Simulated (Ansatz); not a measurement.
## Sc₃Al films: biaxial stress and wafer bow

Plane-wave DFT in Ansatz, r2SCAN, scalar-relativistic PAW potentials, cutoff 500 eV, no spin-orbit coupling; no spin polarisation. Sc₃Al in space group Pm-3m, a structure that wasn't matched to a measured phase, strained equally along a and b of the conventional cell, with c and the atoms relaxed within the symmetry (a film with c along the normal). Stress is the in-plane mean, tension positive.

```csv
strain (%),stress (GPa),E − E(0) (meV/atom)
-6.0,-8.38,63.0
-4.0,-5.17,26.9
-2.0,-2.44,6.4
+0.0,0.01,0.0
+2.0,2.12,6.2
+4.0,?,22.9
+6.0,5.08,47.6
```

Task: Fit the stress, get the biaxial modulus and predict the missing row.

Result: A parabola through the given rows is σ = 0.03 + 1.122 ε -0.0464 ε² GPa (ε in %), so M = dσ/dε = 112 GPa at zero. It predicts 3.78 GPa at +4.0 %; the run gave 3.83 GPa. The miss is 0.05 GPa, so the fit holds. The negative square term means that the film is stiffer in compression than in tension. The energies check it: E/V = Mε² at small strain, and a cubic fit with V = 21.69 Å³/atom gives M = 113 GPa, in agreement.

Task: How much does a 20 nm film at +0.2 % strain bow a 300 mm Si(001) wafer 775 μm thick?

Result: The fit, without its small constant, gives σ = 0.22 GPa. Stoney's formula, κ = 6σt_f/(M_s t_s²) with M_s = 180.5 GPa for Si(001) (literature), gives |κ| = 0.24×10⁻³ m⁻¹ and a bow κr²/2 = 2.7 μm at r = 150 mm, with the film side concave (tension pulls the edges up). This assumes a single-crystal or fully textured, unrelaxed film at 0 K.

The cell has no gap in any row, so the stresses hang on mesh and smearing.

Cost: about 35 core-minutes for the runs cited, on AMD EPYC (Zen 3) (shared hosts).

The stress curve bends steadily: at the largest strains compression costs 8.38 GPa against 5.08 GPa in tension, and the energies show the same asymmetry. This is ordinary bond anharmonicity. Shortening the in-plane contacts raises the overlap repulsion and the electrons' kinetic energy steeply, whereas stretching weakens the metallic cohesion and the Sc d–Al p hybridisation more gradually. The free c axis relieves part of the load in both directions, so the modulus of 112 GPa describes a film with a traction-free surface, not one clamped along its normal.

At the strain used for the wafer the curvature of the stress hardly matters, and the bow is practically linear in both mismatch and film thickness. In a real film, the retained strain, set by growth and thermal contraction, would therefore probably matter more than the anharmonicity. Stress is still rising at the largest tension, so the data give no ideal strength. The energy minimum at zero strain holds only along this biaxial path and doesn't test stability against shear or phonon distortions.
